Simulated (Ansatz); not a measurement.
**C2HF2Ge (SMILES C#[C][Ge]([F])[F]): methods side by side**

C2HF2Ge has 6 atoms, charge 0, and is taken as a doublet. SMILES: `C#[C][Ge]([F])[F]`. The shape was relaxed beforehand at PBE0/def2-SVP.

```xyz
6

C    -0.1912    0.5210    1.7010
C    -0.1398    0.2083    0.5259
Ge   -0.2900   -0.1412   -1.3306
F    -0.2754   -1.8579   -1.5716
F     1.1484    0.4237   -2.1164
H    -0.2099    0.7821    2.7456
```

Each level gives the adiabatic ionisation energy (to the singlet cation, shapes relaxed at PBE0/def2-SVP, no zero-point term) (eV). The values are calculated.

```csv
level,kind,program,value (eV),less CCSD(T)/def2-SVP,CPU time (all runs)
UHF/def2-SVP,Hartree–Fock,Ansatz,8.32,+0.08,8 s
USVWN5/def2-SVP,LDA,Ansatz,8.43,+0.19,3.3 s
UBLYP/def2-SVP,GGA,Ansatz,8.33,+0.09,6.9 s
U-r2SCAN/def2-SVP,meta-GGA,Ansatz,8.65,+0.41,18 s
U-wB97M-V/def2-SVP,range-separated hybrid,Ansatz,8.51,+0.27,42 s
UCAM-B3LYP/def2-SVP,range-separated hybrid,Ansatz,8.61,+0.37,11 s
UB2PLYP/def2-SVP,double hybrid,Ansatz,8.39,+0.15,14 s
UCCSD(T)/def2-SVP,coupled cluster or CI,Ansatz,8.24,0.00,89 s
```

Differences are taken from UCCSD(T)/def2-SVP for orientation; it has basis-set and higher-order errors of its own. All-electron rows without a relativistic Hamiltonian named are non-relativistic. The values span 8.24 to 8.65 eV. In the correlated wave-function rows the outer d shell of Ge is correlated, in sets not made for it. Times are those of the runs behind each value, whatever else they computed, on shared processors of several kinds: orders of magnitude only.

Every other method places the ionisation energy above the coupled-cluster value, but the excess does not shrink steadily with the sophistication of the functional: BLYP lies within 0.09 eV, while r2SCAN and CAM-B3LYP are the furthest away. Hartree–Fock is also close, at +0.08 eV. This is plausible because the electron removed is the unpaired one, so no electron pair is broken. The sign is less usual, since correlation normally favours the species with more electrons. Here it slightly favours the cation, probably because the emptied germanium orbital opens low-lying configurations involving the fluorine lone pairs and the alkynyl π system.

The radical is pyramidal at germanium, which points to a singly occupied orbital of mixed 4s and 4p character. Losing that electron gives a three-coordinate germylium centre, which should prefer a planar shape with an empty 4p orbital, stabilised by π donation from its substituents. The adiabatic values alone do not show how much this relaxation lowers the ionisation energy.
